**Why one dose of exact exchange does not suit every orbital**

PBE places the highest occupied orbital of this molecule nearly 4 eV too high to be read as an ionisation energy. LC-wPBE removes most of that error. Its remedy has a ceiling, however: no occupied level is lowered by much more than 6 eV, however compact the orbital. The fluorine 1s level, far below the levels of the table, needs more than that, and there the method that does best at the top of the ladder falls behind PBE0.

Kohn-Sham orbital energies of C3H6ClF (SMILES CC(Cl)CF) in the gas phase, computed with Ansatz 0.2.0 using PBE, PBE0 and LC-wPBE in the def2-TZVPP basis at the PBE0-D4/def2-TZVP geometry. The index counts from the HOMO (0), with negative values for the levels below it and 1 for the LUMO. Orbitals are matched by their order in energy, which can swap between methods.

| orbital index | PBE (eV) | PBE0 (eV) | LC-wPBE (eV) | LC-wPBE less PBE (eV) |
| --- | --- | --- | --- | --- |
| -15 | -30.07 | -33.68 | -36.06 | -5.99 |
| -14 | -21.88 | -24.60 | -28.04 | -6.16 |
| -13 | -18.85 | -21.37 | -24.68 | -5.82 |
| -12 | -17.48 | -19.90 | -23.22 | -5.75 |
| -11 | -14.83 | -16.96 | -20.21 | -5.37 |
| -10 | -12.72 | -14.61 | -17.74 | -5.01 |
| -9 | -12.44 | -14.35 | -17.38 | -4.93 |
| -8 | -11.80 | -13.66 | -16.71 | -4.91 |
| -7 | -11.06 | -12.79 | -15.81 | -4.75 |
| -6 | -10.07 | -11.73 | -14.63 | -4.55 |
| -5 | -9.68 | -11.38 | -14.31 | -4.62 |
| -4 | -9.18 | -10.64 | -13.46 | -4.27 |
| -3 | -8.44 | -10.13 | -12.96 | -4.51 |
| -2 | -8.13 | -9.90 | -12.74 | -4.61 |
| -1 | -7.24 | -8.68 | -11.54 | -4.30 |
| 0 | -7.22 | -8.66 | -11.51 | -4.29 |
| 1 | -0.57 | 0.56 | 2.96 | 3.53 |

**Row 0: the error of PBE**

Row 0 is the highest occupied molecular orbital, the HOMO. With the exact functional its energy, with the sign reversed, would be the energy needed to remove the first electron. That is a single number, yet the three methods put the HOMO at -7.22, -8.66 and -11.51 eV. Such a spread at one fixed geometry and in one basis is the first sign of trouble, since at most one of the three can be right.

An outside value tells which way the error goes. Chloroalkanes ionise at roughly 11 eV, a recalled figure good to perhaps half an electronvolt. Against it the PBE level is too high by almost 4 eV and the PBE0 level by more than 2 eV, while LC-wPBE agrees within the roughness of the figure. A process engineer meets the same quantity in photoionisation detectors, whose lamp must supply at least this energy. Read literally, the PBE level would promise that a lamp of little more than 7 eV is enough.

The cause is well established. In a density functional calculation each electron feels the repulsion of the whole electron cloud, its own share included. The exchange term should take that share out again. PBE builds exchange from the local density and its gradient, which does the job only in part, so an occupied electron is left partly repelling itself and sits too high. Exact exchange, computed from the orbitals themselves, cancels the self-repulsion completely.

The methods differ in how much exact exchange they use and at what distance between two electrons. PBE has none. PBE0 has a quarter at every distance. LC-wPBE has all of it at long range and none at short range.

**No constant shift turns PBE into LC-wPBE**

It is tempting to keep the cheap PBE levels and move them all down by the amount found for the HOMO. The last column, LC-wPBE less PBE, shows that this would not reproduce the LC-wPBE levels. Every occupied level does sink, but by amounts between 4.27 and 6.16 eV. A ladder aligned at the top would therefore still differ from the LC-wPBE ladder by almost 2 eV lower down. Which of the two would lie closer to measured ionisation energies there remains open, because the HOMO is the only level of the table compared with an outside value here.

The lowest empty orbital, the LUMO in row 1, even moves the other way and rises by 3.53 eV. As a result the gap between HOMO and LUMO grows from 6.65 eV in PBE to 14.47 eV in LC-wPBE. The LUMO needs some caution. It is unbound in PBE0 and LC-wPBE, and the energy of an unbound level depends on how far out the basis reaches. Nor is the slightly negative PBE value evidence that the molecule can hold an extra electron, since PBE places empty levels too low to be read in that way.

**Row -15: a trace of what LC-wPBE leaves out**

The lowest row of the ladder lies so deep that it must be mainly the 2s orbital of fluorine, a small orbital close to its nucleus. More than 8 eV separate it from row -14 in each method, so the two can be compared without fear that they have changed places. Its total shift of -5.99 eV looks ordinary. The irregularity appears when the shift is split into its two steps.

From PBE to PBE0, row -15 drops by 3.61 eV, more than any other row. From PBE0 to LC-wPBE it drops by only 2.38 eV, less than any other occupied row. Its neighbour, row -14, does the reverse, with a smaller first step of 2.72 eV and a larger second one of 3.44 eV. The fluorine level thus responds strongly to a modest dose of exact exchange at all distances, and weakly when that dose is exchanged for a full one at long range only.

This points to what the second step takes away. On going from PBE0 to LC-wPBE an orbital gains exact exchange at long range but loses the quarter it had at short range. For an orbital spread over several atoms the gain dominates. For a small orbital most of the self-repulsion acts at short distances, so the loss weighs more.

**Why the correction has a ceiling**

LC-wPBE splits the repulsion between two electrons at distance $r$ into a short-range and a long-range part. In atomic units the long-range part is

$$v(r)=\frac{\operatorname{erf}(\omega r)}{r},\qquad v(0)=\frac{2\omega}{\sqrt{\pi}},$$

where $\omega$ sets the distance, about $1/\omega$, at which the long-range part takes over. The full repulsion $1/r$ grows without limit as two electrons approach. The long-range part levels off at the finite value $v(0)$. Inside an orbital much smaller than $1/\omega$ it is practically constant, and this makes an estimate possible.

Take $N$ electrons of one spin confined to such a small region. Exchange surrounds each of them with a hole from which exactly one electron's worth of charge is absent, and PBE respects this count too. The long-range exchange energy is then $-N\,v(0)/2$, where the half avoids counting pairs twice. A functional of the density turns this energy into a potential by taking its change per added electron, which is $-v(0)/2$. That potential acts on occupied and empty orbitals alike.

Exact exchange does distinguish them. An occupied orbital is lowered by the full $v(0)$, because it interacts with its own charge in the sum over occupied orbitals. An empty orbital has no such term and gains nothing. Replacing the PBE form by the exact one therefore changes the levels by

$$\Delta\varepsilon_{\text{occupied}}\approx-\frac{v(0)}{2}=-\frac{\omega}{\sqrt{\pi}},\qquad \Delta\varepsilon_{\text{empty}}\approx+\frac{\omega}{\sqrt{\pi}}.$$

With the usual value for this functional, $\omega\approx0.4$ per bohr, this gives $0.4/\sqrt{\pi}\approx0.23$ hartree, or about 6 eV. The estimate contains no constant adjusted to the table. It accounts for the size at which the shifts of the deepest rows level off, and also for the opposite signs of the HOMO and LUMO shifts.

It fails where its assumption fails. The upper orbitals are not small compared with $1/\omega$, which is a little over one ångström, so their electrons sample distances at which $v(r)$ has already dropped below $v(0)$. This would explain why the HOMO shifts by 4.29 eV and not by 6 eV, and why the LUMO, which is probably more extended, shifts by less still. The extent of a single orbital is not the whole measure, though. An orbital exchanges with every occupied orbital it overlaps and not only with itself, so a deep level that is probably spread over several atoms, such as row -14, can come near the ceiling too. The estimate also holds the orbitals fixed while the functional changes, so differences of a few tenths of an electronvolt between deep rows are beyond it.

**The core levels as a neighbouring series**

The 1s shells of the same molecule carry the argument further, because they are far smaller than any orbital in the table. If the ceiling is real, LC-wPBE should lower them by about the same 6 eV. PBE0 has no ceiling, since its quarter of exact exchange acts on the full $1/r$. Its shift should keep growing as the orbital shrinks, and so be larger for fluorine than for carbon.

The same calculations bear this out. Relative to PBE, LC-wPBE lowers the deepest carbon 1s level by 6.2 eV and the fluorine 1s level by 5.87 eV, hardly different from row -15. PBE0 lowers them by 9.3 and 13.97 eV. On going from PBE0 to LC-wPBE the two core levels therefore rise, whereas every occupied row of the table sinks. The short second step of row -15 is the beginning of this reversal.

For fluorine 1s the reversal changes the ranking of the methods. Removing that electron takes roughly 690 eV, again a recalled value. The PBE level lies about 30 eV too high, the LC-wPBE level about 24 eV and the PBE0 level about 16 eV. These distances are not pure self-repulsion, because the remaining electrons contract around a core hole and an orbital energy of the intact molecule leaves that out. Even so, LC-wPBE, the best of the three for the HOMO, recovers only a small part of the PBE error here.

**From the valence levels to the core**

Within the table the total shift mostly grows with depth, but not strictly. Row -4 is the clearest exception. It lies about 2 eV below the HOMO in PBE, yet its total shift of -4.27 eV is the smallest of the occupied rows, and its first step almost equals that of the HOMO. A share of chlorine 3p character, which the two highest levels of an alkyl chloride normally have, would explain the likeness. This is a guess, since the make-up of the orbitals was not analysed and levels this close together may change order between methods.

For a related molecule the first question is whether a level belongs to the valence shell or to a core. In every occupied row of the table LC-wPBE lowers the PBE level clearly more than PBE0 does, because exact exchange at long range does much of the work there. In ever smaller core orbitals the LC-wPBE correction stays near 6 eV while that of PBE0 goes on growing. Somewhere below the valence levels the second overtakes the first. For fluorine 1s, where the PBE level is far too high, the lack of exact exchange at short range then leaves LC-wPBE behind PBE0.
